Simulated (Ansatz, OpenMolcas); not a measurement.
# A ladder of methods for CH5FGeO (SMILES [CH3][GeH]([OH])[F])

CH5FGeO has 9 atoms, charge 0, and is taken as a singlet. SMILES: `[CH3][GeH]([OH])[F]`. The coordinates come from a PBE0-D4/def2-TZVP relaxation. This is one conformer, not always the lowest.

```xyz
9

C    -0.6690    0.9769   -0.5842
Ge    0.0883   -0.6437    0.1215
O     1.2700   -0.1707    1.3455
F     0.9744   -1.4386   -1.1538
H     0.1389    1.6249   -0.9246
H    -1.2379    1.4935    0.1897
H    -1.3271    0.7513   -1.4235
H    -0.8655   -1.7251    0.6568
H     1.7165   -0.9147    1.7555
```

Quantity: the energy change with the Ge2–F4 bond stretched from 1.745 to 3.140 Å, in eV. The values are calculated.

| level | kind | program | value (eV) |
| --- | --- | --- | --- |
| HF/cc-pVDZ (unrestricted) | Hartree–Fock | OpenMolcas | 3.96 |
| PBE/cc-pVDZ (restricted) | GGA | OpenMolcas | 3.94 |
| r2SCAN/cc-pVDZ (restricted) | meta-GGA | Ansatz | 4.31 |
| r2SCAN0/cc-pVDZ (restricted) | hybrid meta-GGA | Ansatz | 4.75 |
| CAM-B3LYP/cc-pVDZ (restricted) | range-separated hybrid | Ansatz | 4.75 |
| HSE06/cc-pVDZ (restricted) | range-separated hybrid | Ansatz | 4.50 |
| wB97M-V/cc-pVDZ (restricted) | range-separated hybrid | Ansatz | 4.82 |
| PBE-QIDH/cc-pVDZ (restricted) | double hybrid | Ansatz | 4.88 |
| RPA@PBE/cc-pVDZ (restricted) | RPA | Ansatz | 3.92 |
| BCCD(T)/cc-pVDZ (restricted) | coupled cluster or CI | Ansatz | 4.62 |

All-electron rows without a relativistic Hamiltonian named are non-relativistic. The first shape isn't each level's own minimum. The values span 3.92 to 4.88 eV. Spin contamination of the reference (⟨S²⟩ at least 0.1 too high) touches HF/cc-pVDZ (up to 0.92 too high). In the correlated wave-function rows the outer d shell of Ge is correlated, in sets not made for it.

Stretching the Ge–F bond costs roughly as much as breaking a strong single bond at every level. This fits a very polar σ bond between electropositive germanium and fluorine, where elongation loses both orbital overlap and Coulomb attraction. Among the restricted density functionals, every hybrid lies above both semilocal ones, and adding exact exchange to r2SCAN raises the cost from 4.31 to 4.75 eV. The probable reason is that a closed-shell determinant keeps too much ionic character as the electron pair separates, a penalty that exact exchange exposes and semilocal exchange partly masks.

BCCD(T), at 4.62 eV, falls between HSE06 and the other hybrids, but its perturbative triples are less secure for a stretched bond than near equilibrium, so this doesn't settle the ranking. The near match of PBE and RPA isn't independent confirmation either, since RPA is built on the PBE orbitals. None of these values is a bond dissociation energy, because the fragments still interact at 3.140 Å and haven't relaxed.
